# When a copper cell relaxes to the wrong crystal

A coarse k mesh ought to cost a little accuracy: a bond slightly too long or too short, put right by a finer mesh. A relaxation that ends at zero pressure without a warning ought to be a finished job. For this copper cell both expectations fail on the coarsest mesh, and the second needs care even on the finer ones.

Body-centred tetragonal Cu (I4/mmm), one atom per primitive cell, relaxed to zero pressure from conventional a = 2.886, c = 2.752 Å (11.46 Å³ per atom), the reference for the volume change. Ansatz 0.2.0, plane-wave PAW, scalar-relativistic r2SCAN, no spin polarisation, cutoff 500 eV, Gaussian smearing 0.1 eV, Γ-centred k meshes. Length a is the primitive edge (a = b = c).

```csv
k mesh,volume per atom (Å³),volume change (%),length a (Å)
12x12x12,11.48,0.21,2.466
1x1x1,8.57,-25.19,2.248
4x4x4,11.45,-0.10,2.461
6x6x6,11.52,0.52,2.466
8x8x8,11.49,0.27,2.463
```

The k mesh is the set of electron waves on which the calculation samples the crystal. Each k point stands for one way in which the phase of a wave advances from cell to cell; 4x4x4 means 64 such points, and 1x1x1 means only the point Γ, where the phase doesn't advance at all. "Volume change" is relative to the common starting cell. That cell is body-centred tetragonal and close to body-centred cubic. Face-centred cubic copper is the same kind of lattice with a height of √2 times the width; no run comes near that shape, so the volumes are not those of ordinary copper.

## What happens with one k point

With Γ alone the cell loses a quarter of its volume. On the four denser meshes the volume moves by about half a per cent at most. Functional, cutoff, smearing and starting cell are the same in every run, so the collapse comes from the sampling.

The error is there before the cell has moved. At the first step of the relaxation the pressure in the 1x1x1 run is −83 GPa, the minus sign meaning that the crystal pulls inward; in the other runs it stays below 1 GPa in size. The energy at that step lies 10.6 eV per atom below that of the 12x12x12 run. Relaxing the cell then gains only another 0.9 eV, so the contraction is the crystal's answer to a false force and not the source of the low energy.

A lower energy is no recommendation here. Adding plane waves to a basis gives the electrons more freedom and can only lower the energy, but adding k points refines an average, and a poor average may err either way. At the first step the 4x4x4 run lies 0.19 eV above the 12x12x12 run, whereas the 1x1x1 run lies far below it. The mesh with the lowest energy is the worst of the five.

## Why Γ pulls the crystal together

Consider the two limits of sampling. On a very dense mesh, copper's outermost electrons fill a band from its bottom up to the Fermi level, the highest filled energy. The state at the bottom is the s-like wave at Γ, which is in phase on all atoms and therefore bonding between all neighbours. The states higher up change phase from atom to atom; they bond less and carry more kinetic energy. That kinetic energy rises when the crystal is squeezed, and so it pushes outward.

In the other limit, Γ alone, the bottom of the band speaks for the whole band. Every electron placed in it counts as fully bonding, and the outward push of the higher states is missing. The balance that sets the size of a metal has lost a large part of its outward side, and what remains stops the collapse only at a much smaller volume.

A second error comes from counting. The calculation treats 19 electrons per atom explicitly, and each level at a k point holds two, so a single k point must keep at least one level partly filled; the smearing term is close to what one half-filled level would give, though a second level may add a small share. In the known band structure of copper the s-like state at Γ lies below the d states. It is therefore filled twice, and the missing electron is taken from the d shell: the atom behaves roughly like d⁹s² instead of d¹⁰s¹. The runs don't print orbital occupations, so this assignment rests mainly on band theory, but the Fermi energy supports it. Measured from the mean electrostatic potential, it is 10.1 eV in the relaxed 1x1x1 run and 8.9 eV in the 12x12x12 run. If the s-like state at the bottom of the band were the half-filled one, the Fermi energy of the 1x1x1 run should lie far lower.

## How large the missing push is

A uniform electron gas with one electron per atom is the simplest system with the same fault. It has no ions, no d shell and no bonds, so it can give the size of the missing kinetic push and no more. Its electrons fill all waves up to a largest wave number k_F, while sampling at Γ alone would put them at k = 0, with no kinetic energy.

The estimate takes four steps:

1. The starting volume is V = 11.46 Å³ per atom, so k_F = (3π²/V)^(1/3) ≈ 1.37 Å⁻¹.
2. The highest kinetic energy is ħ²k_F²/2m. With ħ²/2m ≈ 3.81 eV Å² this is about 7.2 eV.
3. The mean over the filled sphere is three fifths of that, about 4.3 eV per electron.
4. The outward pressure is two thirds of the mean kinetic energy divided by the volume: 2/3 × 4.3 eV / 11.46 Å³ ≈ 0.25 eV/Å³, or about 40 GPa.

The full calculation starts with a pull of 83 GPa and an energy error of 10.6 eV. The electron gas thus gives about half of the pressure and two fifths of the energy. That is the right order of magnitude, and it shows that leaving out the kinetic energy of the higher states is no small matter in a metal. The electron moved from the d shell into the bonding s-like state should add to both errors, but the outputs don't separate the two contributions, and the agreement doesn't prove the division.

## How to recognise it

The final pressure doesn't help. It is below 0.005 GPa in size in all five runs, the collapsed one included. A relaxation searches for the cell at which its own forces vanish, and it can find one for false forces as well as for true ones.

The first step tells more. A starting cell that reports a pressure of tens of GPa is either far from its equilibrium or treated with unsuitable settings, and a second mesh on the same cell shows whether the sampling is to blame. The smearing term in the energy is another sign, because it grows with the weight of partly filled levels. It is 0.060 eV in the 1x1x1 run, where the levels at one k point stand for the whole crystal, and 0.003 eV on the densest mesh. A small term is no all-clear, though: with an even number of electrons, a single k point may leave no level partly filled.

## The quieter failure: the shape

From 4x4x4 up the table looks settled. The volumes lie within about 0.6 % of one another and "length a" within 0.005 Å. The small differences in volume neither rise nor fall steadily from the coarsest of these meshes to the finest, and they are best read as sampling scatter.

The shape is another matter. It is described by the ratio c/a of the height to the width of the conventional tetragonal cell, which follows from the cell angles of the same runs. Between 8x8x8 and 12x12x12 the volume changes by less than 0.1 %, but c/a falls from 0.97 to 0.92. The two best meshes agree on how much room an atom takes and disagree on the form of the cell.

The table hides this for a geometric reason. "Length a" is the edge of the primitive cell, which is half the body diagonal of the conventional one: ½√(2a² + c²), where a and c are the conventional edges. At fixed volume this length is smallest for a cube, and near a minimum a quantity hardly changes. Close to c/a = 1 the cell can therefore be flattened or stretched while the printed length barely moves.

The same geometry helps to explain why the shape is so easily disturbed. The primitive edge is also the distance from an atom to its eight nearest neighbours. A change of volume alters all eight distances at once and costs much energy; a change of shape near the cube leaves them almost as they were and only trades longer against shorter distances to the next neighbours. In the four denser runs the whole relaxation gained at most 2.3 meV per atom, which fits such a soft distortion.

A soft distortion answers strongly to a small false force. When the cell is flattened, some electron levels near the Fermi level rise and others fall. A finite mesh catches a few of them and misses others, so the forces along the height and the width don't balance quite as they should. This is the likely origin of the scatter in c/a, although no run isolates it.

Stopping too early would be a simpler explanation, and the remaining stresses allow a test. In the 8x8x8 run they would raise c/a further, and in the 12x12x12 run they would lower it further. Finishing both relaxations should thus widen the gap at first. With one run per mesh, it remains open whether each mesh has a single preferred shape or several shallow ones.

## What to do about it

**Judge a mesh by its spacing, not by the number of points alone.** An undistorted block of 4 × 4 × 4 primitive cells, 64 atoms in all, sampled only at Γ contains the same waves as the one-atom cell on the 4x4x4 mesh. That is why Γ alone may serve in a large simulation box and ruins a small metallic cell. The box also inherits the error of the equivalent mesh, which for the energy here is still 0.19 eV per atom relative to 12x12x12 at the starting cell.

**Compare meshes on a fixed cell before relaxing.** Pressure and energy at the same geometry show the sampling error directly. After relaxation it is mixed with the response of the crystal, and the final pressure has lost the evidence. Where the shape matters, the stresses along the height and the width should be compared too, because the pressure is only an average over the directions.

**Converge the quantity that will be used.** For a volume good to about one per cent, 4x4x4 already agrees with the denser meshes. The energy still falls by 0.03 eV per atom from 8x8x8 to 12x12x12, which matters when structures of similar energy are compared. The ratio c/a isn't shown to be converged on any mesh of this table.

**For a soft shape, map the energy.** A set of calculations at fixed volume and several values of c/a, repeated on meshes denser than 12x12x12, would show whether there is a minimum along this path and how shallow it is. A single relaxed cell gives one point on that curve and no measure of how flat it is. Even a clear minimum could be unstable against distortions that break the tetragonal symmetry, which these relaxations keep. At the least, the cell angles should be reported beside the lengths, since here they carry the disagreement that the lengths conceal.
